Once the deep s bands are filled, BiTe has seven electrons per cell left for its p states. The three p orbitals of each atom combine into three bonding and three antibonding bands, and the bonding bands have room for six electrons. The seventh must go into the antibonding bands, so the material in this structure is a metal. This count fixes where the Fermi level falls, and the mixing of Te and Bi orbitals explains how the two atoms share the p bands.

Density of states of BiTe (R-3m, 2 atoms per cell, hexagonal a = 4.845 Å, c = 9.940 Å), calculated with Ansatz 0.2.0 using scalar-relativistic PBE and PAW, without spin polarisation, at a 420 eV cutoff. Energies are relative to the Fermi level. Densities are tetrahedron averages over 0.2 eV bins on an 18×18×18 k mesh, with Löwdin projections for the atomic shells.

| energy (eV) | density of states total (states/eV/cell) | DOS Te 5p (states/eV/cell) | DOS Bi 6p (states/eV/cell) | DOS Te 5s (states/eV/cell) | DOS Bi 6s (states/eV/cell) |
| --- | --- | --- | --- | --- | --- |
| -7.95 | 0.000 | 0 | 0 | 0.00000 | 0.00000 |
| -7.55 | 0.000 | 0 | 0 | 0.00000 | 0.00000 |
| -7.15 | 0.000 | 0 | 0 | 0.00000 | 0.00000 |
| -6.75 | 0.000 | 0 | 0 | 0.00000 | 0.00000 |
| -6.35 | 0.000 | 0 | 0 | 0.00000 | 0.00000 |
| -5.95 | 0.000 | 0 | 0 | 0.00000 | 0.00000 |
| -5.55 | 0.150 | 0.08 | 0.07 | 0.00000 | 0.00000 |
| -5.15 | 0.580 | 0.3 | 0.27 | 0.00000 | 0.00000 |
| -4.75 | 0.880 | 0.47 | 0.39 | 0.01000 | 0.01000 |
| -4.35 | 1.780 | 0.99 | 0.75 | 0.02000 | 0.02000 |
| -3.95 | 1.630 | 0.92 | 0.65 | 0.02000 | 0.03000 |
| -3.55 | 1.430 | 0.83 | 0.53 | 0.03000 | 0.03000 |
| -3.15 | 1.940 | 1.17 | 0.68 | 0.03000 | 0.04000 |
| -2.75 | 1.800 | 1.14 | 0.56 | 0.03000 | 0.05000 |
| -2.35 | 1.920 | 1.36 | 0.45 | 0.03000 | 0.07000 |
| -1.95 | 1.690 | 1.34 | 0.23 | 0.02000 | 0.08000 |
| -1.55 | 1.270 | 1.05 | 0.15 | 0.01000 | 0.05000 |
| -1.15 | 0.300 | 0.15 | 0.12 | 0.01000 | 0.01000 |
| -0.75 | 0.610 | 0.07 | 0.48 | 0.04000 | 0.00000 |
| -0.35 | 1.180 | 0.17 | 0.90 | 0.06000 | 0.01000 |
| 0.05 | 1.350 | 0.25 | 0.99 | 0.07000 | 0.01000 |
| 0.45 | 1.400 | 0.33 | 0.97 | 0.05000 | 0.01000 |
| 0.85 | 1.210 | 0.36 | 0.76 | 0.04000 | 0.01000 |
| 1.25 | 1.200 | 0.39 | 0.72 | 0.03000 | 0.01000 |
| 1.65 | 1.220 | 0.43 | 0.71 | 0.02000 | 0.01000 |
| 2.05 | 1.330 | 0.48 | 0.76 | 0.02000 | 0.01000 |
| 2.45 | 1.770 | 0.61 | 0.90 | 0.01000 | 0.01000 |
| 2.85 | 1.790 | 0.6 | 0.82 | 0.01000 | 0.00000 |
| 3.25 | 1.420 | 0.47 | 0.60 | 0.01000 | 0.00000 |
| 3.65 | 1.150 | 0.27 | 0.35 | 0.00000 | 0.00000 |
| 4.05 | 1.090 | 0.18 | 0.22 | 0.00000 | 0.00000 |
| 4.45 | 1.010 | 0.07 | 0.09 | 0.00000 | 0.00000 |
| 4.85 | 0.880 | 0.01 | 0.02 | 0.00000 | 0.00000 |
| 5.25 | 0.880 | 0 | 0.01 | 0.00000 | 0.00000 |
| 5.65 | 0.890 | 0 | 0.01 | 0.00000 | 0.00000 |

The count can be read from the column of the total density of states, in which energies run from the Fermi level. Multiplying each row by the 0.4 eV between rows and adding up gives 6.0 electrons for the rows below the deep minimum at -1.15 eV, which are called the lower band here. Carried on to the Fermi level, the sum reaches 7.1. Both sums are estimates, since only every second energy bin is listed, but they agree with the count of six and seven. The minimum therefore marks the border between the bonding and the antibonding p bands, though not a sharp one, and the Fermi level lies one electron above it.

The two bands differ in their make-up. Te 5p supplies about two thirds of the p weight in the lower band, and Bi 6p about two thirds in the upper one. Tellurium leads below because it is the more electronegative atom and its p level lies deeper. The remaining third matters just as much: in a purely ionic picture the lower band would be all tellurium, and Bi 6p would hold only the seventh electron. The bond is polar, but it is also covalent.

Within each band the make-up changes steadily. The Te share of the p weight climbs from about 53 % at the bottom of the lower band to 88 % at its top. Across the minimum the lead passes to bismuth, which starts at 87 % and falls to 56 % at 3.25 eV. The purest states thus lie next to the minimum and the most evenly mixed ones far from it. The humps in the total density leave no mark on this run. Such humps arise where bands run flat and many states lie close together in energy, while the share tells only how the states are mixed.

The reason lies in the shape of a p orbital, which has a positive lobe on one side and a negative lobe on the other. Each Te atom sits midway between two Bi atoms on a straight line, and neighbouring bonds on one side of an atom meet at 96°, close enough to a right angle for the three chain directions to be treated separately as a first approximation. Suppose that the p orbitals on the two Bi atoms point the same way. The Te orbital between them then bonds to both or antibonds to both, and the levels are pushed far apart and strongly mixed. If the two Bi orbitals point in opposite ways, one contact is bonding and the other antibonding, their effects cancel, and the Te and Bi states stay nearly pure and close in energy.

A crystal contains electron waves of every phase between these two extremes, and two coupled levels serve as a simple model for them all. Let the Te level lie an energy $\Delta$ below a common centre and the Bi level $\Delta$ above it, and let $V$ be the coupling, which depends on the wave. The resulting levels lie at a distance $d=\sqrt{\Delta^2+V^2}$ below and above the centre. Solving for the orbital weights gives the share $w$ of the leading atom, Te below and Bi above:

$$w=\frac{1}{2}\left(1+\frac{\Delta}{d}\right)$$

With no coupling, $d=\Delta$ and the state is pure; with strong coupling, $d$ is large and the share tends to one half.

The formula makes a prediction that needs no value for $\Delta$ or $V$: at equal distances from the centre, the Te share below must equal the Bi share above. Take the minimum as the centre and go down 1.6 eV, to the row at -2.75 eV. There Te 5p has 1.14 and Bi 6p has 0.56 states per eV and cell, so the Te share is $1.14/(1.14+0.56)$, or 67 %.

The Bi share at 0.45 eV, the same distance above the minimum, should then also be 67 %. The calculation gives $0.97/(0.97+0.33)$, or 75 %. This miss of eight percentage points is the largest among the eleven pairs of rows, whose shares are listed in the output after this text. The mirror image is therefore good to within a tenth of the p weight, and the direction of the change is right except in the lowest row, where the rounded densities are too small to decide it.

The model fails at the minimum itself. Two coupled levels leave an empty gap of width $2\Delta$, whereas the computed density at -1.15 eV is still 0.30 states per eV and cell, with Te and Bi contributing almost equally. The model gives every wave the same centre, but coupling between like atoms, which it leaves out, shifts the levels by different amounts for different waves. The Te-rich top of one band and the Bi-rich bottom of the other can then overlap in energy. That would explain both the filled minimum and its mixed character. The band energies of the run, not listed here, confirm one half of it: the lowest of the three upper p bands does reach below the minimum. How far up the Te-rich bands extend remains open.

The small s columns carry a second trace of the phase rule. An s orbital has one sign all round, so two Bi 6s orbitals act together on the Te p orbital between them when their signs are opposite, which is the phase at which the p–p coupling cancels. Bi 6s should therefore appear near the top of the Te-rich band, and Te 5s near the bottom of the Bi-rich one. The calculation agrees: Bi 6s grows from about 1 % of the total at -4.35 eV to 5 % at -1.95 eV, while Te 5s falls from about 7 % at -0.75 eV to 2 % at 2.05 eV. Since the s levels lie deeper, this mixing pushes the p states upwards.

Higher up, the p picture gradually runs out. At 2.85 eV a fifth of the total already lies outside the four listed shells, and at 4.85 eV nearly all of it does. The total stays near 0.9 states per eV and cell in the last rows, although the p bands have ended, because higher-lying states have taken over.

The same counting helps with related compounds. SnTe and PbTe have one electron fewer per cell, so they fill the bonding bands and stop, which fits their being semiconductors. For BiTe itself two cautions apply. Bi 6p makes up 73 % of the total at 0.05 eV, and the spin-orbit coupling of this shell, of the order of an electronvolt, is left out here, so the depth of the minimum and the shape of the curve around the Fermi level may change noticeably. The known compound also has a layered structure with bismuth double layers, so the numbers describe bonding in a flattened rocksalt cell and not the density of states of a real sample.

Output of the analysis:

```
Electrons in the lower p band, rows -5.55 to -1.55 eV: 6.028
Electrons from the bottom of the p bands to the Fermi level: 7.067
Electrons left for the p bands by counting: 7
Te 5p share of the p weight in percent, rows -5.55 to -1.55 eV: 53.33, 52.63, 54.65, 56.9, 58.6, 61.03, 63.24, 67.06, 75.14, 85.35, 87.5
Bi 6p share of the p weight in percent, rows -0.75 to 3.25 eV: 87.27, 84.11, 79.84, 74.62, 67.86, 64.86, 62.28, 61.29, 59.6, 57.75, 56.07
Te share less Bi share, 0.4 eV below and above the minimum, percentage points: 0.2273
Te share less Bi share, 1.6 eV below and above the minimum, percentage points: -7.557
Te share less Bi share, 4.0 eV below and above the minimum, percentage points: -5.115
Te 5p share of all p weight in the lower band, percent: 67.11
Bi 6p share of all p weight in the upper band to 3.25 eV, percent: 67.42
Total at -1.55 eV over total at the minimum: 4.233
Total at -0.75 eV over total at the minimum: 2.033
Bi 6s part of the total at -4.35 eV, percent: 1.124
Bi 6s part of the total at -1.95 eV, percent: 4.734
Te 5s part of the total at -0.75 eV, percent: 6.557
Te 5s part of the total at 2.05 eV, percent: 1.504
Bi 6p part of the total at 0.05 eV, percent: 73.33
Part of the total outside the four listed shells at 2.85 eV, percent: 20.11
Part of the total outside the four listed shells at 4.85 eV, percent: 96.59
Angle between neighbouring bonds on one side of an atom, degrees: 96.38
```
